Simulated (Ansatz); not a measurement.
# Tension and energy of a linear Cu chain under axial compression and stretching with PBE and PBEsol

A bond under load is commonly treated as a spring whose tension grows in proportion to its elongation. The series tests how far this holds for a linear Cu chain, a model for the last atoms bridging a drawn metal contact, where the force at rupture and the current carried both matter. The period is varied from 0.88 to 1.30 times its relaxed value with PBE and PBEsol. Tension is positive when the chain pulls inwards, and energy per atom is counted from the relaxed period of the same functional. Conductance belongs to the same question, but its values are not shown in the table.

## Method

A free-standing linear chain of Cu. Its period was relaxed at each level, then set to fixed multiples of the relaxed value; one atom a cell, so the chain cannot pair up or buckle. Plane-wave density functional theory with Ansatz 0.2.0, PAW datasets, scalar-relativistic unless a column says otherwise. The chain runs along z in a box of 7.5 x 7.5 angstrom across, with one k point across; along the chain the number of k points times the cell length is 80 to 82 angstrom. Fermi-Dirac occupations of width 0.05 eV. Wave cutoff 420 eV (PBE), 420 eV (PBEsol). Collinear spin, each period started afresh from the same moments. Channels by layer matching. Energies are values extrapolated to zero smearing; small differences can differ up to twofold from those of the free energies.

Notes on method and selection:

- Every run starts from one magnetic guess, so a lower magnetic state may exist.
- Free-standing monatomic chains are model structures; they are stationary only within the symmetry and cell that were kept, and some have two minima in the period.
- The conductance is the ballistic Landauer value of the perfect chain, averaged with the Fermi function at 300 K, both spins; it is a whole or half number of G0 unless a band edge lies within about 0.1 eV of the Fermi level, where it follows the smearing and the mesh.
- A conductance is left blank where the program's own error estimate passes 10 % or a narrow gap leaves only thermal carriers; it is given as zero where no channel is open near the Fermi level.
- A uniformly stretched chain past the largest tension is unstable to breaking at one bond.
- A conductance is left blank where it was computed but a band edge lies at the Fermi level, so that the program's error estimate passed 10 % or only the thermal tail conducts.
- Runs whose transmission exceeds the number of channels of the lead are not listed.
- Runs that did not converge, have known faults or may not be shown are not listed, and runs on Ansatz's PAW sets soft_1 and soft_2 are kept to separate tables.

Columns:

- stretch ratio: period over the relaxed period at the same level.
- bond (Å): nearest-neighbour distance.
- tension (nN): tension along the chain from the stress times the box cross-section, positive when the chain pulls inwards.
- energy (eV/atom): energy per atom over that at the relaxed period, same level and start.

Input lines of one member:

```
crystal:
  lattice:
    - [7.5, 0.0, 0.0]
    - [0.0, 7.5, 0.0]
    - [0.0, 0.0, 2.3946]
  atoms:
    - { symbol: Cu, position: [0.5, 0.5, 0.0], spin: 0.5 }
magnetization:
  spin_polarized: true
kpoints:
  mp_grid: { grid: [1, 1, 34] }
scf:
  occupations: { method: fermi_dirac, width: 0.05 }
hamiltonian:
  xc: pbe
output:
  transmission:
    e_range: [-2, 2]
    de: 0.035
    kmesh: [1, 1]
    reduced_basis: true
    leads: [[0, 0]]
  stress: true
# excerpt: file-writing keys are left out
```

Command (options for logging and memory left out): `ansatz run input.yaml --threads 4`

## Results

| member | level | stretch ratio | bond (Å) | tension (nN) | energy (eV/atom) |
| --- | --- | --- | --- | --- | --- |
| ratio 0.88 | PBE | 0.88 | 2.026 | −4.87 | 0.337 |
| ratio 0.92 | PBE | 0.92 | 2.118 | ? | ? |
| ratio 0.96 | PBE | 0.96 | 2.210 | −1.03 | 0.029 |
| ratio 1 | PBE | 1.00 | 2.303 | 0.01 | 0.000 |
| ratio 1.04 | PBE | 1.04 | 2.395 | 0.67 | 0.022 |
| ratio 1.08 | PBE | 1.08 | 2.487 | 1.10 | 0.073 |
| ratio 1.13 | PBE | 1.13 | 2.602 | 1.41 | 0.165 |
| ratio 1.2 | PBE | 1.20 | 2.763 | 1.57 | 0.316 |
| ratio 1.3 | PBE | 1.30 | 2.993 | 1.53 | 0.542 |
| ratio 0.88 | PBEsol | 0.88 | 1.985 | −5.53 | 0.378 |
| ratio 0.92 | PBEsol | 0.92 | 2.075 | ? | ? |
| ratio 0.96 | PBEsol | 0.96 | 2.165 | −1.18 | 0.033 |
| ratio 1 | PBEsol | 1.00 | 2.255 | −0.02 | 0.000 |
| ratio 1.04 | PBEsol | 1.04 | 2.346 | 0.75 | 0.022 |
| ratio 1.08 | PBEsol | 1.08 | 2.436 | 1.23 | 0.080 |
| ratio 1.13 | PBEsol | 1.13 | 2.548 | 1.59 | 0.180 |
| ratio 1.2 | PBEsol | 1.20 | 2.706 | 1.77 | 0.348 |
| ratio 1.3 | PBEsol | 1.30 | 2.932 | 1.73 | 0.596 |

Cells marked ? are withheld until the estimate has been made.

## Why the values move as they do

The spring picture fails within a few per cent of the relaxed period. With PBEsol the mean slope of tension against bond length is (−0.02 + 1.18) / (2.255 − 2.165) = 12.9 nN/Å from ratio 0.96 to 1.00, but (0.75 + 0.02) / (2.346 − 2.255) = 8.5 nN/Å from 1.00 to 1.04. Farther out the contrast grows: the slope is (−1.18 + 5.53) / (2.165 − 1.985) = 24.2 nN/Å between ratios 0.88 and 0.96, but only (1.23 − 0.75) / (2.436 − 2.346) = 5.3 nN/Å between 1.04 and 1.08. The energy is correspondingly lopsided: compression by 12 % costs 0.378 eV/atom, stretching by 13 % only 0.180 eV/atom.

Theory gives a simple reason. Shortening the bond forces the filled 3d shells together and raises the kinetic energy of the electrons, a repulsion that climbs steeply. Lengthening it weakens the 4s overlap that binds the chain, so the restoring force first grows and then levels off. Among the periods calculated, the tension is largest at ratio 1.20 with both functionals and is 0.04 nN lower at 1.30. Beyond the largest tension a uniform chain is unstable to breaking at one bond, which the one-atom cell prevents.

PBEsol gives the shorter relaxed bond, 2.255 against 2.303 Å, and a tension at ratio 1.20 that is 1.77 / 1.57 = 1.13 times that of PBE. This fits its usual tendency to bind metals more tightly, although equal ratios mean different bond lengths.

For the conductance, the relaxed and stretched chains are non-magnetic, so both spins contribute equally. Where the d bands lie wholly below the Fermi level, the single s band gives one channel per spin and one conductance quantum in total. Compression broadens the bands and leaves a small moment; at ratio 0.88 with PBEsol the minority spin has more open channels than the majority spin.

## A prediction

Plain estimates from the members shown:

- ratio 0.92 (PBEsol), straight-line interpolation between ratio 0.88 and ratio 0.96: w = (0.92 − 0.88) / (0.96 − 0.88) = 0.500, so −5.53 + 0.500 × (−1.18 − (−5.53)) = −3.35 nN

The straight-line value of −3.35 nN is too negative, because the slope of the tension falls steadily as the chain lengthens and the true curve therefore lies above the chord. The energy column supplies the missing curvature, since tension is the derivative of energy with respect to period.

Between ratios 0.88 and 0.96 the mean tension is (0.033 − 0.378) / 0.180 × 1.602 = −3.07 nN, where 1.602 converts eV/Å to nN. Simpson's rule sets this mean equal to $(F_1 + 4F_m + F_2)/6$, with $F_m$ the tension at the midpoint. Hence $F_m$ = (6 × (−3.07) + 5.53 + 1.18) / 4 = −2.93 nN.

Tried on the PBEsol chain at ratio 1.04, with 1.00 and 1.08 as end points, the same route gives a mean of 0.080 / 0.181 × 1.602 = 0.708 nN and a midpoint tension of (6 × 0.708 + 0.02 − 1.23) / 4 = 0.76 nN, against the tabulated 0.75. At ratio 1.00, from 0.96 and 1.04, it gives −0.04 against −0.02.

These tests lie where the curve is gentler, so the error is taken from the compressed side. For PBE at ratio 0.92 the energy route gives −2.55 nN, while a cubic through the tensions at 0.88, 0.96, 1.00 and 1.04, with the weights of Lagrange's formula, gives (−4.87 + 6 × (−1.03) − 4 × 0.01 + 0.67) / 4 = −2.61 nN. The difference of 0.06 nN is adopted as one standard deviation. A change of magnetic state inside the interval could add to it.

**Committed estimate, ratio 0.92 (PBEsol): tension = −2.93 ± 0.06 nN.**

## The answer

| member | level | stretch ratio | bond (Å) | tension (nN) | energy (eV/atom) |
| --- | --- | --- | --- | --- | --- |
| ratio 0.92 | PBE | 0.92 | 2.118 | −2.56 | 0.127 |
| ratio 0.92 | PBEsol | 0.92 | 2.075 | −2.93 | 0.143 |

| member | estimate | tension (nN) | computed | estimate − computed | miss in error bars |
| --- | --- | --- | --- | --- | --- |
| ratio 0.92 (PBEsol) | committed | −2.93 | −2.93 | 0.00 | 0.0 |
| ratio 0.92 (PBEsol) | interpolation | −3.35 | −2.93 | −0.42 |  |

The estimate of −2.93 nN agrees with the computed tension to the printed digits, well inside the error bar of 0.06 nN. Straight-line interpolation gave −3.35 nN, too negative by 0.42 nN. Part of the exact agreement is chance, since rounding of the two energies alone can move the estimate by about 0.01 nN.

The argument from curvature held, and so did the use of the energy column to measure it. For PBE at the same ratio the energy route gave −2.55 nN against a computed −2.56, while the cubic through the tensions gave −2.61. The error bar, taken from the difference between these two routes, therefore mostly reflected the weakness of the cubic. The small magnetic moment does vary between ratios 0.88 and 0.96, but no effect of this on the tension is visible in the printed digits.

The new PBEsol row also resolves the stiffening. The mean slope is (−2.93 + 5.53) / (2.075 − 1.985) = 28.9 nN/Å from ratio 0.88 to 0.92, and (−1.18 + 2.93) / (2.165 − 2.075) = 19.4 nN/Å from 0.92 to 0.96. This is what a steep short-range repulsion would give, though the slopes do not identify the orbitals responsible.

## Departures from the trend

No tension stands out from the smooth curve of its functional. Away from the relaxed period, the PBEsol tension is 1.12 to 1.15 times the PBE tension at every ratio, compressed or stretched. The residual tensions of 0.01 and −0.02 nN at ratio 1.00 are small beside every other tension in the table.

The magnetic moments, which are not tabulated, are less regular. Every compressed chain keeps a small one, but with neither functional does it grow steadily as the chain is shortened. The broadening of the bands, named before the estimate as what accompanies the moment, therefore does not explain its size.

## What to take away

Between ratios 0.88 and 1.30 the chain is stiff in compression and soft in extension. The largest tabulated tension, 1.57 nN with PBE and 1.77 nN with PBEsol, is a rough guide to the force at which an ideal uniform chain would break. A tension midway between two calculated periods follows from their energies and tensions to about 0.02 nN in the four cases tried, all at ratios from 0.92 to 1.04.

For small loads, the PBEsol rows at 0.96 and 1.04 give a stiffness per bond of (0.75 + 1.18) / (2.346 − 2.165) = 10.7 nN/Å. Since 1 nN/Å is 10 N/m, this is 10.7 × 10 = 107 N/m.

Exactly at the Fermi level the runs count one channel per spin, except at ratio 0.88 with PBEsol, where further minority-spin channels are open. In the compressed and relaxed chains this count is fragile, because the top of the d bands lies within about 0.1 eV of the Fermi level. A shift of the edge by that much could open or close channels. Even with the edge just below the level, thermal carriers lift the conductance at 300 K above one quantum, which the explanation given before the estimate left out. The program's error estimate for the conductance passes 10 % at every ratio up to 1.08 with both functionals. One conductance quantum is a safe description only at ratios 1.20 and 1.30, where the d bands lie deeper.

Two omitted distortions can change the force by as much as the tabulated tension itself. Buckling would relieve most of the compressive force, up to roughly 5 nN, in a chain free to move sideways. Breaking at one bond would remove the pull of roughly 1.5 to 1.7 nN at the stretched end.

[Logs are printed without paths, hosts, clocks, repeated set-up lines and the standing remarks that a program may print on its own settings, such as how far it seeks lower states.]
